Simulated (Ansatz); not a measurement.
# A series in volume per atom on Co

Results calculated with Ansatz 0.2.0, not measured. Periodic Kohn-Sham DFT of a crystal at fixed atoms; pressure and stress are positive in compression; the energy is the free energy less that of spherical unpolarised free atoms; site moments are those in the method's own spheres, positive along +z.

Cell of the first row (space group P6_3/mmc, No. 194):
```
cell vectors (Å)
   2.4449     0.0000     0.0000
  -1.2224     2.1173     0.0000
   0.0000     0.0000     3.9502
atoms (fractions of the cell vectors)
Co  0.33333  0.66667  0.25000
Co  0.66667  0.33333  0.75000
```

Settings of every row: method frozen-core PAW; functional PBE; relativity scalar; k mesh 17x17x9; filling fermi-dirac; smearing width 0.05 eV; wave cutoff 420 eV; paw set soft_2.

Atom:
```
element  start moment (bohr magneton)
     Co                             2
     Co                             2
```

```
row  volume per atom (Å³)  pressure (GPa)  cell moment (bohr magneton)
  1                10.224          14.987                        3.146
  2                10.545            6.91                        3.199
  3                10.871          -0.024                        3.249
  4                11.197          -5.926                        3.288
  5                11.523               ?                            ?
```

Question: what pressure should row 5 give?

Worked fit of pressure. Take u = (V_r/V)^(2/3) − 1 with V_r = 10.708 Å³ an atom, which is twice the finite (Eulerian) strain; such expansions in the strain, on which the Birch-Murnaghan equation of state is built, carry the rest volume and the bulk modulus. The shown rows have u = 0.03132, 0.01028, -0.01002, -0.02933. Least squares give pressure = 3.2984 + 342.73 × u + 968.32 × u² GPa; a straight line predicts inner rows, each left out in turn, worse (root mean square 0.57 against 0.032 GPa). The rows lie off it by 0.004, -0.014, 0.015, -0.005 (root mean square 0.011 GPa). The pressure vanishes at u = -0.0099, or V = 10.87 Å³ an atom, and there the bulk modulus at fixed shape and fractions is B = −V dP/dV = (2/3)(1 + u) dP/du = 214 GPa. Letting shape and atoms relax would as a rule lower it, by much in layered, chain or molecular crystals. The withheld row has u = -0.04773, so the fit gives 3.2984 + 342.73 × (-0.04773) + 968.32 × (-0.04773)² = -10.854 GPa.

The calculation gave -10.978 GPa. The fit lies 0.124 GPa (1.1 % of the value, 0.48 % of the column's range) above it; its largest miss of a shown row is 0.015 GPa. This row lies beyond the range of the fit.

The other values of row 5: cell moment 3.314 bohr magneton.
